## Results and discussion

BAs has a computed gap of about 1.3 eV, and a strain of 1 % shifts it by anything from 0.02 to 0.18 eV. The way in which the strain is applied and its sign decide where in that range the shift falls. Hydrostatic strain changes all lengths alike. Epitaxial strain sets the lengths within a plane and leaves the crystal free to relax along the normal. Negative strain means compression.

Zincblende BAs under strain, computed with Ansatz 0.2.0 (plane-wave PAW, r2SCAN with spin–orbit coupling, 500 eV cutoff, 10×10×10 k mesh). Strain is per length, and changes are relative to the unstrained cell, which was relaxed with r2SCAN. Under strain, the atoms and, in epitaxial rows, the length along the normal were relaxed at that same level.

```
  strain kind  strain (%)  band gap (eV)  band gap change (eV)  least direct gap change (eV)  energy rise per atom (meV)  pressure change (GPa)
epitaxial 111          -2          1.170                -0.139                        -0.247                        13.6                   5.52
epitaxial 111          -1          1.249                -0.059                        -0.076                         3.3                   2.64
epitaxial 111           1          1.287                -0.021                        -0.080                         3.2                  -2.42
epitaxial 111           2          1.259                -0.049                        -0.178                        12.3                  -4.62
 epitaxial xy          -2          1.037                -0.271                        -0.100                        11.6                   4.68
 epitaxial xy          -1          1.174                -0.134                        -0.044                         2.8                   2.25
 epitaxial xy           1          1.129                -0.179                        -0.092                         2.7                  -2.11
  hydrostatic          -4          1.178                -0.130                         0.134                        98.1                  22.07
  hydrostatic          -3          1.212                -0.096                         0.097                        53.5                  15.48
  hydrostatic          -2          1.246                -0.063                         0.063                        23.1                   9.66
  hydrostatic          -1          1.278                -0.031                         0.031                         5.6                   4.52
  hydrostatic           1          1.337                 0.029                        -0.029                         5.2                  -3.96
  hydrostatic           2          1.365                 0.057                        -0.057                        20.4                  -7.41
  hydrostatic           3          1.391                 0.083                        -0.084                        44.5                 -10.41
  hydrostatic           4          1.415                 0.107                        -0.110                        76.7                 -13.01
```

### 1. Does hydrostatic compression widen or narrow the gap?

It narrows the gap. Near zero pressure the loss is 30 meV for each per cent of length, or about 7 meV per GPa, and hydrostatic stretching widens the gap by as much. The least direct gap, in which the electron keeps its wave vector, moves the opposite way at every hydrostatic strain.

### 2. Why do the two gaps move in opposite ways?

In the unstrained crystal and at +3 % hydrostatic strain, both gaps start from the same valence top at Γ, the centre of the Brillouin zone. Any shift of that top cancels in their difference, so what sets the two gaps apart lies in the conduction band. The direct gap ends at Γ, the indirect one in a valley about 80 % of the way from Γ to X. Stretching by 3 % brings these two conduction states closer, from 1.93 to 1.76 eV apart.

Theory gives a reason for the direct gap. In crystals like silicon, the states on its two sides at Γ are bonding and antibonding p combinations, which shorter bonds push apart. The states near X follow the bond length differently, and there the gap usually shrinks under pressure.

### 3. What would 1 % stretching in the xy plane do if only volume mattered?

It would widen the gap slightly. The relaxed crystal contracts by 0.44 % along the normal, so its volume grows by 1.01² × 0.9956 − 1 ≈ 1.6 %. An even strain of about 0.52 % gives the same volume, and at 30 meV per per cent this adds 0.016 eV.

The full calculation gives a loss of 0.179 eV instead. The slope came from the hydrostatic rows at ±1 %, so this row is an independent test, and volume alone gets even its sign wrong. What remains, a loss of about 0.19 eV, is ascribed to the change of shape, on the assumption that the two effects add.

### 4. Why does the gap shrink for both signs of xy strain?

Cubic symmetry gives the conduction band six equal valleys, two along each axis. Strain in the xy plane makes one axis unlike the other two. This splits the valleys about their mean energy, and the lowest ones set the gap. The calculation finds the minimum in the in-plane valleys under compression and in the valleys along the normal at +1 %. In both cases the winning valley lies along an axis that has become shorter.

The valence top splits too, according to standard theory, and its upper branch rises. Apart from the shift due to volume, the conduction edge therefore comes down and the valence edge goes up for both signs of the strain. The same reasoning applies wherever a distortion breaks the symmetry that holds several band-edge states at one energy.

### 5. Why does 1 % tension in the xy plane narrow the gap more than 1 % compression?

Compression lowers four valleys and raises two. To keep the mean fixed, the two must rise by twice as much as the four fall. Tension reverses the signs, so the two valleys along the normal drop by two units instead of one.

With the volume part removed, tension narrows the gap about 1.7 times as much as compression per unit of distortion, which is the in-plane strain less the normal strain. Valleys alone would give a factor of 2. The valence top accounts for the difference, as the band edges show when they are compared with those of an evenly strained crystal of the same volume, interpolated between the hydrostatic rows. The valleys fall by about 0.07 eV under compression and 0.13 eV under tension, close to the expected one to two. The valence top rises by about 0.05 and 0.06 eV, nearly the same for both signs, and this pulls the ratio below 2. The comparison assumes that a change of shape at fixed volume leaves the common zero of energy in place.

### 6. What changes if the strained plane is 111?

All six valleys now stay equal by symmetry, and the loss is smaller: 0.139 eV at −2 % and 0.049 eV at +2 %. The splitting of the valence top is the main cause. In the same comparison at equal volume, the top rises by about 0.08 eV at −2 % and 0.06 eV at +2 %, while the valleys fall by only 0.02 to 0.03 eV.

The lopsidedness is mostly an effect of volume. Compression takes a further 0.036 eV from the gap and tension gives the same amount back, which explains 0.072 of the 0.090 eV between the two rows.

### 7. Which digits can be trusted?

Reading the band edges from the mesh or from a finer search alters the gaps by about 1 meV at most, so the last printed digit of a change is uncertain by one or two units from this source. The cutoff and the density of the mesh weren't varied here. The absolute gaps deserve less trust, because r2SCAN generally makes gaps too small.

The straight-line volume rule has its own limit. At +4 % hydrostatic strain it predicts a gain of 0.12 eV where the calculation gives 0.107 eV, so it suits strains of one or two per cent best. The printed analysis after this section lists the volume part and the remainder for every row.

Output of the analysis:

```
Volume part and rest of the gap change:
            row  strain_%  normal_strain_%  volume_change_%  volume_part_eV   rest_eV
  epitaxial 111        -2           0.4396           -3.538         -0.0358   -0.1032
  epitaxial 111        -1           0.2151           -1.779         -0.0179   -0.0411
  epitaxial 111         1          -0.1969            1.809         0.01798  -0.03898
  epitaxial 111         2          -0.3852            3.639         0.03596  -0.08496
   epitaxial xy        -2           0.9244           -3.072        -0.03104     -0.24
   epitaxial xy        -1           0.4643           -1.535        -0.01543   -0.1186
   epitaxial xy         1           -0.443            1.558          0.0155   -0.1945
    hydrostatic        -4               -4           -11.53           -0.12     -0.01
    hydrostatic        -3               -3           -8.733           -0.09    -0.006
    hydrostatic        -2               -2           -5.881           -0.06    -0.003
    hydrostatic        -1               -1            -2.97           -0.03    -0.001
    hydrostatic         1                1             3.03            0.03    -0.001
    hydrostatic         2                2            6.121            0.06    -0.003
    hydrostatic         3                3            9.273            0.09    -0.007
    hydrostatic         4                4            12.49            0.12    -0.013
Indirect gap change per +1 % even strain (meV): 30
Direct gap change per +1 % even strain (meV): -30
Indirect gap change per GPa near zero pressure (meV/GPa): -7.075
Direct gap change per GPa near zero pressure (meV/GPa): 7.075
Mean indirect gap change per GPa from zero to -4 % (meV/GPa): -5.89
Mean indirect gap change per GPa from zero to +4 % (meV/GPa): -8.224
Direct minus indirect gap without strain (eV): 1.93
Direct minus indirect gap at +4 % even strain (eV): 1.713
Epitaxial 111, gap at +2 % minus gap at -2 % (eV): 0.09
The same difference after taking out the volume part (eV): 0.01824
Epitaxial xy, rest per unit of shape strain, +1 % over -1 % (ratio): 1.665
Bulk modulus from the pressures at -1 and +1 % (GPa): 141.3
Energy rise at 1 % even strain expected from that modulus (meV an atom): 5.43
Energy rise at 1 % even strain, mean of the two rows (meV an atom): 5.4
Mesh gap minus searched gap at +4 % even strain (meV): 1.343
```
